Dear colleague,

The lowest conduction states that random Al$_x$Ga$_{1-x}$As can hold lie at the conduction-band edge of pure GaAs, far below the alloy edge you see in absorption. They live in rare regions that contain no aluminium, and their number falls as $\exp(-\text{const}\times E^{-3/2})$ as the GaAs edge is approached. This is the Lifshitz tail. Below I derive it, compute its first correction, and show how far it lies from anything a sample can display.

## Premises and conventions

1. One isotropic parabolic valley ($\Gamma$) with a single mass $m$. This restricts us to direct-gap alloys, typically $x$ below about 0.4.
2. Cations occupy an fcc lattice with cubic constant $a$ and volume per site $v_0=a^3/4$. Each site $j$ is Al ($\eta_j=1$) with probability $x$ or Ga ($\eta_j=0$) with probability $1-x$, independently.
3. The envelope Hamiltonian is $H=-\frac{\hbar^2}{2m}\nabla^2+V$, with $V=\Delta\,\eta_j$ in the Wigner–Seitz cell of site $j$ and $\Delta>0$. Energy $E$ is counted from the GaAs edge, so $V\ge0$ and the mean potential is $x\Delta$.
4. $N(E)$ is the number of levels at or below $E$ per volume and per spin in an infinite crystal. I write $S(E)=-\ln[v_0N(E)]$ and $E=\hbar^2k^2/2m$.

Since $V\ge0$ and the kinetic energy is positive, $N(E)=0$ for $E<0$. Step 1 shows that $N(E)>0$ for every $E>0$, so $E=0$ is the true edge.

## Step 1: a strict lower bound on N

Cut the crystal into cubes of side $2R$, inscribe a ball in each, and allow only trial functions that vanish outside the balls. Functions in different balls do not overlap, so by the min–max principle $H$ has at least as many levels below $E$ as there are balls whose own lowest Dirichlet level is at or below $E$.

In a ball free of Al the lowest state is $\psi\propto\sin(kr)/r$, which obeys $-\nabla^2\psi=k^2\psi$, is regular at the origin, and first vanishes at $kr=\pi$. The level equals $E$ when

$$R=\frac{\pi}{k}=\frac{\pi\hbar}{\sqrt{2mE}}.\tag{1}$$

The ball is pure if every cell that touches it is Ga. The cell has diameter $a$, so these cells lie within radius $R+a$ and number at most $\frac{4\pi}{3}(R+a)^3/v_0$. For $n$ sites the probability is $(1-x)^n=e^{-cv_0n}$, with

$$c=\frac{1}{v_0}\ln\frac{1}{1-x}.\tag{2}$$

The argument of the logarithm is the inverse fraction of the low-energy species, here gallium. The mean number of pure balls per volume then gives

$$N(E)\ge(2R)^{-3}\exp\Big[-c\,\frac{4\pi}{3}(R+a)^3\Big].\tag{3}$$

As $E\to0$, $a/R\to0$ and the prefactor adds only a logarithm to $S$, so $S\le c\frac{4\pi}{3}R^3[1+o(1)]$.

## Step 2: the cost of an arbitrary fluctuation

Bound (3) leaves open that a cheaper fluctuation exists, one merely poor in Al or of another shape. Fix a real normalised $\psi$ with kinetic energy $T$ and weight $w_j=\int_{\rm cell}\psi^2$ on cell $j$. Then $\langle\psi|H|\psi\rangle=T+\Delta\sum_j\eta_jw_j$. For any $\beta>0$ the step function obeys $\theta(E-\langle H\rangle)\le e^{\beta(E-\langle H\rangle)}$, and the average over independent sites factorises:

$$P(\langle H\rangle\le E)\le\exp\Big[-\beta(T-E)-\sum_jG(\beta\Delta w_j)\Big],\qquad G(t)=-\ln(1-x+xe^{-t}).\tag{4}$$

$G$ rises from $G\simeq xt-\tfrac12x(1-x)t^2$ at small $t$ to $G_\infty=\ln\frac1{1-x}=cv_0$. The best bound maximises the cost over $\beta$, which gives $T+\Delta\sum_jw_jy_j=E$ with

$$y=G'(t)=\frac{xe^{-t}}{1-x+xe^{-t}}.\tag{5}$$

This $y_j$ is the Al probability of site $j$ in the ensemble reweighted by $e^{-\beta\langle H\rangle}$. In that ensemble the mean of $\langle H\rangle$ is $E$, so configurations with $\langle H\rangle\approx E$ are typical there, and (4) is sharp up to a power-law factor when many sites contribute. Inserting (5) also gives the identity $G-tG'=y\ln\frac yx+(1-y)\ln\frac{1-y}{1-x}$, the familiar entropy cost per site of a local composition $y$.

A level at or below $E$ exists in a region exactly when some $\psi$ there has $\langle H\rangle\le E$. I now add a premise, that the union of these events is dominated by the most probable smooth $\psi$. This is the optimal-fluctuation or saddle-point approximation. It neglects the relaxation of $\psi$ around individual atoms, whose size I give under validity. For smooth $\psi$, $w_j=v_0\psi^2$ and $\sum_j\to\int d^3r/v_0$. Define $u^2=\beta\Delta v_0\psi^2$, $\ell^2=\hbar^2/2m\Delta$ and $\varepsilon=E/\Delta$. Then $\beta T=\int\ell^2|\nabla u|^2/v_0$ and $\beta E=\int\varepsilon u^2/v_0$, so

$$S(E)=\min_{\rm shape}\ \max_{\rm amplitude}\ \frac1{v_0}\int d^3r\,\big[\ell^2|\nabla u|^2-\varepsilon u^2+G(u^2)\big].\tag{6}$$

Stationarity in shape and amplitude together is stationarity under free variation of $u$:

$$\ell^2\nabla^2u=\big[G'(u^2)-\varepsilon\big]u.\tag{7}$$

This is the Schrödinger equation in the potential $\Delta\,y(\mathbf r)$, with aluminium expelled where the wave function is large. Multiplying (7) by $u$ and integrating by parts gives $\int(\ell^2|\nabla u|^2-\varepsilon u^2)=-\int u^2G'$, hence on the solution

$$S=\frac1{v_0}\int d^3r\,\big[G-u^2G'\big].\tag{8}$$

## Step 3: the limit of small E

Put $\mathbf r=\boldsymbol\rho/k$, $u=\Lambda w$ and $g=G/G_\infty$, in $d$ dimensions. Since $\ell^2k^2=\varepsilon$, the first two terms of (6) become $\varepsilon\Lambda^2(|\nabla_\rho w|^2-w^2)$. Choose $\Lambda^2=G_\infty/\varepsilon=E^*/E$, where

$$E^*=\Delta\ln\frac1{1-x}\equiv\frac{\hbar^2q^2}{2m}.\tag{9}$$

The functional becomes $c\,k^{-d}\int d^d\rho\,[|\nabla w|^2-w^2+g(\Lambda^2w^2)]$. As $E/E^*\to0$, $g\to1$ wherever $w\ne0$ and $g=0$ where $w=0$, so the last term tends to the volume of the support of $w$. By (5) the support is pure GaAs and the outside keeps composition $x$.

Now maximise over the amplitude. If $\int|\nabla w|^2>\int w^2$, the cost grows without bound and the shape is excluded. Otherwise the quadratic part is never positive, its supremum is zero, and the cost is the volume of the support. The condition $\int|\nabla w|^2\le\int w^2$ can be met on a domain only if its lowest Dirichlet level is at most $E$. The problem is therefore to find the smallest volume with Dirichlet level $E$. The hard wall was not assumed. It appears because a finite barrier is impenetrable on the scale $1/k\gg1/q$, which is also why $\Delta$ drops out.

The smallest domain is a ball (the Faber–Krahn inequality). The argument is a rearrangement: replace $w$ by the spherical decreasing function whose level sets have the same volumes. This keeps $\int w^2$ and the support volume, and it cannot raise $\int|\nabla w|^2$, because a sphere has the least area for its volume. As an example, a cube of side $L$ has $k^2=3\pi^2/L^2$ and volume $3^{3/2}\pi^3/k^3=161.1/k^3$, against $\frac{4}{3}\pi^4/k^3=129.9/k^3$ for the ball, a cost larger by the factor 1.24.

In $d$ dimensions the radial solution is $r^{1-d/2}J_{d/2-1}(kr)$, with $J_\nu$ the Bessel function, and the radius is $R=j_d/k$ with $j_d$ its first zero: $\pi/2$, 2.405 and $\pi$ for $d=1,2,3$. With the unit-ball volume $\omega_d=2,\ \pi,\ 4\pi/3$,

$$\ln[v_0N(E)]\simeq-S_0,\qquad S_0=c\,\omega_d\,j_d^{\,d}\Big(\frac{\hbar^2}{2mE}\Big)^{d/2},\tag{10}$$

where $\simeq$ means that the ratio of the two sides tends to one as $E\to0$. Explicitly,

$$S_0^{(3D)}=c\,\frac{4\pi}3\Big(\frac{\pi^2\hbar^2}{2mE}\Big)^{3/2},\qquad S_0^{(1D)}=c\,\frac{\pi\hbar}{\sqrt{2mE}},\tag{11}$$

with $v_0$ a length and $c$ an inverse length in one dimension. The three-dimensional value coincides with the strict bound of Step 1. For dilute short-range repulsive scatterers of density $n_s$ placed at random, let $x\to0$ at fixed $x/v_0=n_s$; then (2) gives $c=n_s$, the Poisson probability $e^{-n_s\Omega}$ that a volume $\Omega$ is empty. Steps 2 and 3 are a saddle-point argument. For Poisson scatterers the constant has been proved, on the basis of the large-deviation theorem of Donsker and Varadhan.

## Step 4: the first correction

The wall of the pure region has a thickness of order $1/q$, and it lowers the cost. One dimension can be solved completely. Multiply (7) by $u'$ and use $\frac{d}{du}G(u^2)=2uG'$; with $u\to0$ at infinity,

$$\ell^2u'^2=G(u^2)-\varepsilon u^2\equiv W(u).\tag{12}$$

The integrand of (6) is then $2W$. The profile rises from zero to the turning point $u_0$, where $W=0$, and falls again, with $dz=\ell\,du/\sqrt W$ on each side:

$$S^{(1D)}=\frac{4\ell}{v_0}\int_0^{u_0}\sqrt{G(u^2)-\varepsilon u^2}\,du.\tag{13}$$

For small $\varepsilon$, replacing $G$ by $G_\infty$ gives a quarter ellipse of area $\pi G_\infty/4\sqrt\varepsilon$, hence $\pi\ell G_\infty/v_0\sqrt\varepsilon=c\pi/k$, which is (11). The difference between $G$ and $G_\infty$ is confined to $u$ of order one, where $\varepsilon u^2$ is negligible, and contributes $-4\ell\sqrt{G_\infty}J/v_0$ with

$$J(x)=\int_0^\infty\Big[1-\sqrt{g(u^2)}\Big]du.\tag{14}$$

From (9), $q=\sqrt{G_\infty}/\ell$, so the correction is $-4Jc/q$, or $-2Jc/q$ for each of the two walls.

This carries over to the ball. The density in (8) equals $G_\infty$ in the interior up to exponentially small terms, so the correction comes from the wall alone. For $qR\gg1$ the wall is flat and obeys (12) with $\varepsilon=0$. On its inner side $u'\to q$, and the straight line extrapolates to the node of the interior solution, which lies at $kL=\pi$ on a segment of length $L$ and at $kR=\pi$ in the ball. The profile relative to the node is the same in both cases, so the excess per unit wall area is again $-2Jc/q$. Multiplying by $4\pi R^2$, dividing by $c\frac{4\pi}3R^3$, and using $qR=\pi\sqrt{E^*/E}$,

$$S^{(3D)}=S_0\Big[1-\frac{6J}{\pi}\sqrt{\frac{E}{E^*}}+O\Big(\frac E{E^*}\Big)\Big].\tag{15}$$

## Numbers for x = 0.3

I take $m=0.067\,m_e$, the compiled GaAs $\Gamma$ mass (Vurgaftman 2001), an approximate $a=5.65$ Å, and $\Delta=0.8$ eV, chosen so that $x\Delta=0.24$ eV reproduces a typical conduction-band offset at this composition. Then $\hbar^2/2m=56.9$ eV Å$^2$, $v_0=45.1$ Å$^3$, $G_\infty=0.357$, $c=7.91$ nm$^{-3}$, $E^*=0.285$ eV, $1/q=1.41$ nm and $\ell=0.843$ nm. Quadrature of (14) gives $J=0.666$ and $6J/\pi=1.27$.

| $E$ (meV) | $R$ (nm) | cation sites in ball | $S_0$ | wall term of (15) |
|---|---|---|---|---|
| 2 | 53.0 | $1.4\times10^7$ | $4.9\times10^6$ | $-0.11$ |
| 10 | 23.7 | $1.2\times10^6$ | $4.4\times10^5$ | $-0.24$ |
| 30 | 13.7 | $2.4\times10^5$ | $8.5\times10^4$ | $-0.41$ |

At 10 meV the model needs an Al-free ball of 23.7 nm radius. The two terms of (15) give $S\approx3.4\times10^5$, and the second figure is uncertain because $E/E^*=0.035$ multiplies a coefficient I have not computed. At 30 meV the wall term rivals the leading term and (11) gives an order of magnitude only.

## Range of validity

**Energy.** The wall term is below ten per cent for $E<E^*(0.1\,\pi/6J)^2=1.8$ meV, where $S_0=5.9\times10^6$. The accuracy is always that of the logarithm; $N$ itself is never fixed to within a factor of order one.

**Band structure.** In the two-band estimate $E(1+E/E_g)=\hbar^2k^2/2m$, with the compiled gap $E_g=1.519$ eV (Vurgaftman 2001), $k^2$ rises by $E/E_g$ and $S_0\propto k^{-3}$ falls by $\frac32E/E_g$, which is 1.0 per cent at 10 meV. The alloy mass, approximately $0.09\,m_e$ at $x=0.3$, leaves $S_0$ untouched, since the interior is GaAs. With $\psi'/m$ continuous the penetration length scales as the square root of the barrier mass, so the wall term grows by a factor of order $\sqrt{0.09/0.067}=1.16$.

**Smooth trial functions.** Model one Al cell as a sphere of volume $v_0$, radius $r_0=2.21$ Å and height $\Delta$, with $\kappa_0=1/\ell$. Matching $\sinh\kappa_0r$ to $r-a_s$ gives the scattering length $a_s=r_0[1-\tanh(\kappa_0r_0)/\kappa_0r_0]=\frac13\kappa_0^2r_0^3[1-\frac25\kappa_0^2r_0^2+\dots]$. The first term is what a smooth $\psi$ feels. Here $\kappa_0^2r_0^2=0.069$, so relaxation weakens each scatterer by the fraction 0.027. This changes $E^*$ slightly and $S_0$ not at all. Fluctuations of the wall should add of order one to $S$ per area $q^{-2}$, against the saddle term of order $c/q^3=22$ for the same area.

**Statistics.** Clustering or ordering of the cations changes the probability of a pure region, and $c$ must then be replaced by its decay rate per volume.

**Boundedness.** The argument needs $V\ge0$ and short range. A single donor in GaAs binds at $(m/m_e)\epsilon^{-2}\times13.6$ eV $=5.5$ meV below the edge, with the compiled static dielectric constant $\epsilon=12.87$ (Rakita 2019), and clusters of donors bind deeper. In doped material these states replace the Lifshitz tail.

**Sample size.** A cubic centimetre holds $2.2\times10^{22}$ cation sites, so only fluctuations with $S$ below about $\ln(2.2\times10^{22})=51$ occur in it. The largest pure region then has about $51/G_\infty$, or 144, sites and radius 1.16 nm. A spherical well of depth $x\Delta$ binds only if $\kappa R>\pi/2=1.57$ with $\kappa^2=2mx\Delta/\hbar^2$, because at threshold $\sin\kappa r$ must join a constant with zero slope. Here $\kappa R=0.75$, and that region binds nothing.

## What a sample does show

The states present come from the opposite limit of (6), small $u$ and $E$ just under $x\Delta$. With $\delta=x-\varepsilon$ and $b=\frac12x(1-x)$ the integrand is $\ell^2|\nabla u|^2+\delta u^2-bu^4$. Take $u=Ae^{-r^2/2s^2}$. The Gaussian integrals give

$$\pi^{3/2}s^3\Big[A^2\Big(\frac{3\ell^2}{2s^2}+\delta\Big)-\frac{bA^4}{2^{3/2}}\Big].$$

The maximum over $A^2$ is $(2\pi)^{3/2}(\frac32\ell^2+\delta s^2)^2/4bs$, and its minimum over $s$ lies at $s^2=\ell^2/2\delta$. This yields

$$S\lesssim\frac{8\pi^{3/2}}{x(1-x)}\,\frac{\ell^3}{v_0}\,\sqrt\delta=2.8\times10^3\sqrt\delta,\tag{16}$$

an upper estimate, since a better shape lowers the minimum. Setting (16) equal to 51 gives a depth $\Delta\delta\approx0.3$ meV, with $A^2=8\sqrt2\,\delta/x(1-x)=0.018$ at the centre, small enough to justify the quartic truncation. Two neglected effects rival this depth. It scales as $m^3$, so the alloy mass multiplies it by 2.4. And the second-order scattering term above, weighted by the variance of $\eta$, lowers the alloy edge itself by about $0.027\,x(1-x)\Delta\approx5$ meV, so the depth must be counted from the shifted edge. The model's electron tail in a cubic centimetre thus ends within about a millielectronvolt of the alloy edge, through broad regions only slightly enriched in gallium. Alloy-broadened exciton lines at this composition are typically a few meV wide, so the model's electron figure lies below them by up to an order of magnitude; an exciton carries the heavy hole and feels the fluctuation of the whole gap, which a conduction-band model omits. The Lifshitz law (11) governs the few meV above the GaAs edge, more than 0.2 eV lower, where the model's exponent is of order $10^5$ to $10^7$ and no crystal is large enough to contain one such state.